\section*{Erase slope, spread and over-erase of a floating-gate cell}

\textbf{Model.} One floating node has capacitance $C_T$, charge $Q$ (negative for electrons) and coupling ratios $\alpha_G$, $\alpha_S$; the body is grounded and the drain floats, so no steady channel current flows; the coupling to the drain and channel potential is neglected. The threshold shift is $\Delta V_T=-Q/(\alpha_GC_T)$. Depletion holds the source surface at $V_S-\psi$, and the $n^+$/$n^+$ flat-band voltage is neglected. From $V_{FG}=\alpha_G(V_{CG}-\Delta V_T)+\alpha_S(V_S-\psi)$ and $Ft_{ox}=V_S-\psi-V_{FG}$,
\begin{equation}
\Delta V_T=V_{CG}+\frac{Ft_{ox}-(1-\alpha_S)(V_S-\psi)}{\alpha_G}.
\end{equation}
Fowler--Nordheim current through area $S$ gives $\dot Q=SAF^2e^{-B/F}$, so $\dot F=-\dot Q/(C_Tt_{ox})$ at constant $\psi$.

\textbf{Predict:} which variable removes the factor $F^2$?

With $u=B/F$, $\dot u=Ke^{-u}$, hence exactly
\begin{equation}
F(t)=\frac{B}{\ln(e^{B/F_0}+Kt)},\qquad K=\frac{ABS}{C_Tt_{ox}}.
\end{equation}

\textbf{Inputs.} The erase uses $V_{CG}=0$, $V_S=12$ V, $t_{ox}=10$ nm. Typical or assumed: $A=1.2\times10^{-6}$ A/V$^2$, $B=250$ MV/cm, $\varepsilon_{ox}=3.9\varepsilon_0$, $\alpha_G=0.6$, $\alpha_S=0.1$, $\psi=1.2$ V, neutral threshold 2 V. Tunnelling over the whole overlap would give $K=AB\alpha_S/\varepsilon_{ox}=8.7\times10^{13}$ s$^{-1}$. We choose $K=10^{12}$ s$^{-1}$, about 1\% of that, to reproduce a typical erase time of 0.1--1 s, so absolute times are not predictions. With $F$ in MV/cm, $V_T=2+(F-9.72)/0.6$ in volts.

\textbf{Predict:} cells start at 7 V and 5 V. How far apart are they after 0.1 s?

Their fields $F_0=12.72$ and $11.52$ MV/cm set memory times $\tau=e^{B/F_0}/K=0.34$ and $2.7$ ms. The start only shifts the clock, $F=B/\ln[K(t+\tau)]$, and 15 mV remain. It is forgotten for $t\gg\tau$, not before.

\textbf{Predict:} does erase stop at the neutral threshold?

\begin{equation}
-\frac{dV_T}{d\log_{10}t}=\ln10\,\frac{t_{ox}F^2}{\alpha_GB}\,\frac{t}{t+\tau}.
\end{equation}
Nothing marks $Q=0$. The late slope shrinks only as $1/\ln^2(Kt)$, and the formal floor ($F\to0$) is $-14.2$ V.

\textbf{Predict:} where is a cell that passes $k$ times the current at equal field?

$K\to kK$ at fixed $F_0$ puts it where the nominal cell will be at time $kt$. Subtracting the fields,
\begin{equation}
V_T-V_T^{(k)}=\frac{t_{ox}FF_k}{\alpha_GB}\ln\frac{\tau+kt}{\tau+t}.
\end{equation}
Model values for a 7 V start and $k=10$:
\begin{center}
\begin{tabular}{cccccc}
$t$ (s) & $F$ (MV/cm) & $V_T$ (V) & slope (V/dec) & $V_T^{(10)}$ (V) & gap (V)\\
0.1 & 9.87 & 2.25 & 1.49 & 0.88 & 1.37\\
1 & 9.05 & 0.88 & 1.26 & $-0.28$ & 1.16\\
10 & 8.35 & $-0.28$ & 1.07 & $-1.27$ & 0.99
\end{tabular}
\end{center}
The general rule, gap $=(t_{ox}F^2/\alpha_GB)\ln k$, needs $t\gg\tau$ and $\ln k\ll\ln Kt$; for $t\gg\tau$ it is too large by $F/F_k=1+\ln k/\ln Kt$. At 0.1 s it gives 1.50 V, 9\% high.

\textbf{Predict:} erase ends when the slowest cell passes an assumed 3 V verify level. What ratio $k$ drives the fastest cell to 0 V, where it conducts unselected on a NOR bit line?

The two fields are 10.32 and 8.52 MV/cm. For a common 7 V start,
\begin{equation}
k=\frac{e^{250/8.52}-e^{250/12.72}}{e^{250/10.32}-e^{250/12.72}}=1.7\times10^{2},
\end{equation}
independent of the chosen $K$. The linear rule, evaluated at 10.32 MV/cm, gives 68. Without verify the nominal cell itself depletes at 5.5 s.

\textbf{Channel erase.} With well, source and drain at $V_W$, $\Delta V_T=V_{CG}-V_W+Ft_{ox}/\alpha_G$ up to a constant flat-band offset, and $F(t)$ keeps its form.

\textbf{Predict:} is the slope at 0.1 s steeper?

An assumed channel coupling of 0.3, all tunnelling, gives $K=2.6\times10^{14}$ s$^{-1}$, late-time $F=8.09$ MV/cm and 1.0 V/dec: shallower. Bias shifts the late curve rigidly; only $Kt$ fixes $F$.

\textbf{Limits.} The tabulated digits belong to the model. In source erase $V_{FG}=1.08\text{ V}-0.6\,\Delta V_T$ passes the floating-gate threshold $\alpha_G\times2\text{ V}=1.2$ V at $V_T=1.8$ V. Below that, the floating drain and the channel charge up to at most $V_{FG}-1.2$ V and cut off. Their coupling, at most $1-\alpha_G-\alpha_S=0.3$, raises $V_T$ at given $F$ by up to $0.3\,(1.8\text{ V}-V_T)$, or 0.6 V for the nominal cell at 10 s. A grounded drain would instead carry channel current there and inject hot carriers, and the solution would not apply. If $\psi$ follows the depletion law $\psi\propto F^2$, $t_{ox}$ becomes $t_{ox}+(1-\alpha_S)\,d\psi/dF$, and source-erase slope and gap grow by about $1+2(1-\alpha_S)\psi/(Ft_{ox})=1.24$ at 1 s. A cell with local field $\beta F$ has $B\to B/\beta$, $K\to\beta K$; an assumed $\beta=1.05$ lowers the model's $V_T$ by 0.74 V at 1 s, a tail that no constant $k$ describes.